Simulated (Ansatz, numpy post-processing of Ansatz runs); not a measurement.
# Band gap, band edges and electron mass of zincblende GaAs against volume in r2SCAN with spin-orbit coupling

Squeezing GaAs first widens its band gap, yet the most compressed cell has a smaller gap than the one before it, and in both of these cells the electrons are about four times as heavy as in the next. The problem is to explain both facts and to find the gap of the unstrained cell from its neighbours. The answer matters for light emitters and fast transistors, which rely on a direct gap and a light electron, and which are often grown under strain.

The gap is the conduction-band minimum minus the valence-band maximum, calculated in r2SCAN with spin-orbit coupling. Volumes are given relative to the cell relaxed to zero pressure with the same functional. Gaps at this level lie below measured ones, and the light electron mass comes out too small with them, so the response to volume is of more use here than the absolute values.

## Method

GaAs (zincblende), space group 216, 2 atoms in the cell, from the Crystallography Open Database. The reference is the cell relaxed to zero pressure with this functional (primitive vectors 4.006, 4.006, 4.006 angstrom). The volume is imposed; the cell is scaled uniformly and no force acts on the atoms, so no relaxation was run. Ansatz 0.2.0, plane waves with PAW potentials (set ansatz_paw_generated_soft_1), r2SCAN, with spin-orbit coupling, no spin polarisation, no Hubbard U; cutoff 500 eV, self-consistent k meshes 6x6x6. Band extrema were located on a dense mesh in each cell and refined; masses are central differences at 0.008 and 0.03 1/angstrom.

Notes on method and selection:

- Semilocal Kohn-Sham gaps lie below measured gaps, and light masses that scale with the gap come out too small.
- Transitions to other structures, dislocations and cracks are not considered.
- Pressure against volume is the equation of state, whose slope gives the bulk modulus.
- Where several measured values are on file, those far from their median are set aside and at most one at low and one at room temperature are shown, bulk crystals with stated uncertainty first.
- Runs that did not converge, have known faults or may not be shown are not listed, and runs on Ansatz's PAW sets soft_1 and soft_2 are kept to separate tables.

Columns:

- V/V0: volume over that of the reference cell.
- pressure (GPa): static pressure, positive under compression.
- edges: where the valence-band maximum and the conduction-band minimum lie in the zone.
- band gap (eV): fundamental Kohn-Sham gap (generalised Kohn-Sham for meta-GGA and hybrids), conduction-band minimum minus valence-band maximum.
- electron mass (m_e): electron conductivity mass of the lowest valley, in free-electron masses.

## Table of results

| member | V/V0 | pressure (GPa) | edges | band gap (eV) | electron mass (m_e) |
| --- | --- | --- | --- | --- | --- |
| V/V0 = 0.88 | 0.88 | 12.44 | Gamma to on Gamma-X | 1.383 | 0.2950 |
| V/V0 = 0.91 | 0.91 | 8.51 | Gamma to on Gamma-X | 1.450 | 0.2920 |
| V/V0 = 0.94 | 0.94 | 5.19 | Gamma to Gamma | 1.370 | 0.0724 |
| V/V0 = 0.96 | 0.96 | 3.27 | Gamma to Gamma | 1.197 | 0.0651 |
| V/V0 = 0.98 | 0.98 | 1.54 | Gamma to Gamma | 1.029 | 0.0576 |
| V/V0 = 1.00 | 1.00 | 0.00 | Gamma to Gamma | ? | ? |
| V/V0 = 1.02 | 1.02 | −1.38 | Gamma to Gamma | 0.708 | 0.0425 |
| V/V0 = 1.04 | 1.04 | −2.61 | Gamma to Gamma | 0.556 | 0.0349 |
| V/V0 = 1.06 | 1.06 | −3.71 | Gamma to Gamma | 0.408 | 0.0271 |

Cells marked ? are withheld until the estimate has been made.

Least-squares fits to the members shown, with x = V/V0; R² and errors in the fitted variable (y, or ln y where the fit is in ln y):

| y | members | fit | R² | rms residual | leave-one-out rms | the same for the mean of the others |
| --- | --- | --- | --- | --- | --- | --- |
| band gap (eV) | 8 | y = −21.341 + 52.387 x − 30.112 x² | 0.98 | 0.051 | 0.12 | 0.43 |
| electron mass (m_e) | 8 | y = 14.930 − 29.074 x + 14.176 x² | 0.88 | 0.037 | 0.065 | 0.12 |

## What drives the series

The valence-band maximum stays at $\Gamma$ in every row, so the change of character lies in the conduction band. From V/V0 = 1.06 to 0.94 its minimum is also at $\Gamma$, and the gap grows from 0.408 to 1.370 eV. The mean slope is (1.370 − 0.408) / (0.94 − 1.06) = −8.02 eV per unit of V/V0, or about 0.08 eV for each per cent of volume.

The $\Gamma$ conduction state is an antibonding combination of Ga and As s orbitals, while the valence top is made of bonding p orbitals. Shorter bonds increase the s overlap and push the antibonding level up relative to the valence top. The gap gives only this relative motion, not the shift of either edge on a common energy scale.

At V/V0 = 0.91 and 0.88 the minimum lies on the line from $\Gamma$ to X. The states there have a different orbital mixture and respond weakly, with the opposite sign: the gap falls from 1.450 to 1.383 eV on further compression. The direct gap at $\Gamma$ was also computed and goes on widening, so the fundamental gap turns over because another valley has become the lowest.

The electron mass follows the same division. In the $\Gamma$ valley the electron is light because the conduction state couples to valence states just below it. In the simplest two-band form,

$$\frac{1}{m} \approx 1 + \frac{E_P}{E_g},$$

with $m$ in free-electron masses, $E_g$ the direct gap and $E_P$ the coupling strength in energy units. A wider gap therefore means a heavier electron, as the rise from 0.0271 to 0.0724 between V/V0 = 1.06 and 0.94 shows. The step to 0.2920 at V/V0 = 0.91 has another origin: it compares two different valleys, and the one near X lacks this strong coupling across a small gap.

## A prediction

Plain estimates from the members shown:

- V/V0 = 1.00, fit at x = 1.00: 0.934 eV
- V/V0 = 1.00, straight-line interpolation between V/V0 = 0.98 and V/V0 = 1.02: w = (1.00 − 0.98) / (1.02 − 0.98) = 0.500, so 1.029 + 0.500 × (0.708 − 1.029) = 0.868 eV

The cell at V/V0 = 1.00 has both edges at $\Gamma$, as do its neighbours on either side. The quadratic fit, which gives 0.934 eV, is unsuitable because it forces one smooth curve through two different valleys. The straight line between V/V0 = 0.98 and 1.02 stays within one valley and gives (1.029 + 0.708) / 2 = 0.8685 eV.

The direct gap is slightly curved, however, since it rises faster as the cell shrinks, so a straight line passes a little above it. The same construction on two shown members gives the size of the excess:

- V/V0 = 0.96: (1.370 + 1.029) / 2 − 1.197 = 0.0025 eV
- V/V0 = 1.04: (0.708 + 0.408) / 2 − 0.556 = 0.0020 eV

Their mean is (0.0025 + 0.0020) / 2 = 0.00225 eV, and the corrected estimate is 0.8685 − 0.00225 = 0.866 eV.

The correction can be tried on the members at 0.98 and 1.02, using neighbours twice as far away. The excess grows with the square of the distance, so it should be 4 × 0.00225 = 0.009 eV. For V/V0 = 0.98 this gives (1.370 + 0.708) / 2 − 0.009 = 1.030 eV against 1.029 eV in the table, and for 1.02 it gives (1.029 + 0.408) / 2 − 0.009 = 0.7095 eV against 0.708 eV. The misses are 1.030 − 1.029 = 0.001 eV and 0.7095 − 0.708 = 0.0015 eV over the wider interval, which supports an error of 0.001 eV for the narrower one.

**Committed estimate, V/V0 = 1.00: band gap = 0.866 ± 0.001 eV.**

## The withheld result

| member | V/V0 | pressure (GPa) | edges | band gap (eV) | electron mass (m_e) |
| --- | --- | --- | --- | --- | --- |
| V/V0 = 1.00 | 1.00 | 0.00 | Gamma to Gamma | 0.866 | 0.0501 |

| member | estimate | band gap (eV) | computed | estimate − computed | miss in error bars |
| --- | --- | --- | --- | --- | --- |
| V/V0 = 1.00 | committed | 0.866 | 0.866 | 0.000 | 0.0 |
| V/V0 = 1.00 | fit | 0.934 | 0.866 | +0.068 |  |
| V/V0 = 1.00 | interpolation | 0.868 | 0.866 | +0.002 |  |

The estimate of 0.866 eV agrees with the computed gap to the printed digit, inside its error bar of 0.001 eV. The straight line between the neighbours was 0.002 eV too high, the excess expected from the curvature of the direct gap. The quadratic fit was 0.068 eV too high because it runs through two different valleys.

The electron mass of 0.0501 also falls between those of its neighbours, as expected for a single valley. The two-band formula gets the direction right, but its coupling strength is not constant along the series. From V/V0 = 1.06 to 0.94 the gap grows by a factor 1.370 / 0.408 = 3.36 and the mass by only 0.0724 / 0.0271 = 2.67. Two effects of the right sign are a coupling that strengthens as the bonds shorten, and the split-off valence band, whose distance from the conduction band grows by a smaller factor than the gap.

## Where the trend breaks

Least-squares fits to the whole series, with x = V/V0; R² and errors in the fitted variable (y, or ln y where the fit is in ln y):

| y | members | fit | R² | rms residual | leave-one-out rms | the same for the mean of the others |
| --- | --- | --- | --- | --- | --- | --- |
| band gap (eV) | 9 | y = −19.42 + 48.46 x − 28.12 x² | 0.98 | 0.052 | 0.11 | 0.41 |
| electron mass (m_e) | 9 | y = 14.422 − 28.034 x + 13.648 x² | 0.88 | 0.036 | 0.058 | 0.11 |

Largest departures from the fit to the whole series:

| member | band gap (eV) | fit | computed − fit | in rms residuals |
| --- | --- | --- | --- | --- |
| V/V0 = 0.94 | 1.370 | 1.286 | +0.084 | 1.6 |
| V/V0 = 0.88 | 1.383 | 1.449 | −0.066 | 1.3 |
| V/V0 = 0.91 | 1.450 | 1.392 | +0.058 | 1.1 |
| V/V0 = 1.06 | 0.408 | 0.352 | +0.056 | 1.1 |

The largest departures from the fit, 1.1 to 1.6 rms residuals, come from the shape of the fitted curve. The gap has a kink where the lowest valley changes, between V/V0 = 0.94 and 0.91, and a parabola rounds it off. It therefore runs too low on both sides of the kink, by 0.084 and 0.058 eV. At V/V0 = 0.88 it is still rising, while the computed gap has begun to fall, which leaves that row 0.066 eV below the fit. The curvature needed to imitate the turnover also makes the parabola too steep on the expanded side, so the row at 1.06 lies 0.056 eV above it.

Within the $\Gamma$ valley the rows are regular: from V/V0 = 0.94 to 1.06 the drop in the gap per step shrinks steadily, from 1.370 − 1.197 = 0.173 eV to 0.556 − 0.408 = 0.148 eV.



## Against measurement

| member | quantity | measured | computed | computed − measured | conditions | source |
| --- | --- | --- | --- | --- | --- | --- |
| V/V0 = 1.00 | band gap (eV) | 1.418 ± 0.005 | 0.866 | −0.552 | 300 K; direct gap E0 at Gamma from PR; one of 4 values on file, taken by source and temperature | [1] |
| V/V0 = 1.00 | electron mass (m_e) | 0.06625 | 0.0501 | −0.0162 (−24.4 %) | 4.2 K; electron cyclotron mass at 337 um (about 21 kOe), conduction band, sample 1 | [2] |

Sources:

[1] "Evidence of valence band perturbations in GaAsN/GaAs(001): A combined variable-angle spectroscopic ellipsometry and modulated photoreflectance investigation" (2008, arXiv:0805.2212)  
[2] "Free electron screening mechanism of the shallow impurity breakdown in n-GaAs: evidences from the photoelectric Zeeman and cyclotron resonance spectroscopies" (2017, arXiv:1709.09431)

Only the cell at V/V0 = 1.00 has measured values beside it, so the response to volume is not compared here. The computed gap is 0.552 eV below the value measured at 300 K. Most of this is the usual semilocal underestimate. Warming narrows the real gap by very roughly 0.1 eV, so a comparison without thermal motion would show a larger error. An error in the reference volume is too weak a cause: at about 0.08 eV per per cent, it would have to be 0.552 / 0.08 = 7 per cent.

The computed mass is 24.4 % below the cyclotron value, the sign expected from a gap that is too small. The gap is not the whole story, however. At V/V0 = 0.96 the computed mass, 0.0651, almost equals the measured 0.06625, although the gap there is only 1.197 eV. At the full measured gap the mass would thus tend to come out too heavy. A semilocal coupling between valence and conduction states that is too weak would act in this direction and may offset part of the effect that the gap error has on the mass.

## Closing remarks

From V/V0 = 0.94 to 1.06 GaAs keeps a direct gap at this level, and both gap and electron mass rise smoothly under compression. The gap of a missing member inside this range can be found by a straight line between neighbours 2 per cent away to within about 0.003 eV. Interpolation between 0.94 and 0.91 is unsafe, because the lowest valley changes there.

Around zero pressure the gap changes by (1.029 − 0.708) / (1.54 + 1.38) = 0.110 eV per GPa, or about 11 meV per kbar. The coefficient is smaller under compression, where the crystal is stiffer.

No omitted effect named here exceeds the spread of the gaps, 1.450 − 0.408 = 1.042 eV. The semilocal error is about half of it and lowers the gap. Since this error need not be equal for the two valleys, the pressure at which the gap becomes indirect is less certain than the slope.
